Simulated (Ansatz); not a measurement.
A series in volume scale on GdIn3

Results calculated with Ansatz 0.2.0, not measured. Free energy against uniform scaling of the volume at fixed shape and fractions; periodic cell, basis, potentials, k mesh and filling as listed.

The cell before it is scaled or strained (space group Pm-3m, No. 221):
```
cell vectors (Å)
   4.6393     0.0000     0.0000
   0.0000     4.6393     0.0000
   0.0000     0.0000     4.6393
atoms (fractions of the cell vectors)
Gd  0.00000  0.00000  0.00000
In  0.50000  0.00000  0.50000
In  0.00000  0.50000  0.50000
In  0.50000  0.50000  0.00000
```

Settings of every row: functional LDA; dispersion none; potentials PAW; wave cutoff 517.02 eV; density cutoff 2068.1 eV; k mesh 5x5x5; k shift 0x0x0; occupations fermi dirac; smearing width 0.15 eV; spin collinear.

Limits: coarse k mesh, up to 40 meV an atom off; state may not be the lowest; the cell comes from a prototype or a list of computed structures and needn't be the stable phase; with one magnetic atom in the cell only parallel moments are possible.

| row | volume scale | V (Å³/atom) | energy above lowest point (meV/atom) |
| --- | --- | --- | --- |
| 1 | 0.92 | 22.966 | 0 |
| 2 | 0.9467 | 23.633 | ? |
| 3 | 0.9733 | 24.297 | 9.3 |
| 4 | 1 | 24.963 | 23.2 |
| 5 | 1.0267 | 25.63 | 42.1 |
| 6 | 1.0533 | 26.294 | 65.1 |
| 7 | 1.08 | 26.96 | 91.5 |

Question: what energy above lowest point should row 2 give?

Worked fit of energy above lowest point. Take u = (V_r/V)^(2/3) − 1 with V_r = 25.297 Å³ an atom, which is twice the finite (Eulerian) strain; such expansions in the strain, on which the Birch-Murnaghan equation of state is built, carry the rest volume and the bulk modulus. The shown rows have u = 0.06657, 0.02725, 0.0089, -0.00868, -0.02544, -0.04156. Least squares give energy above lowest point = 32.13 − 1077.3 × u + 8645 × u² + 4360 × u³ meV/atom; a parabola predicts inner rows, each left out in turn, worse (root mean square 0.2 against 0.073 meV/atom). All shown rows lie on it to the printed digit. The withheld row has u = 0.04641, so the fit gives 32.13 − 1077.3 × (0.04641) + 8645 × (0.04641)² + 4360 × (0.04641)³ = 1.2 meV/atom.

The calculation gave 1.2 meV/atom. The fit meets it to the printed digit.
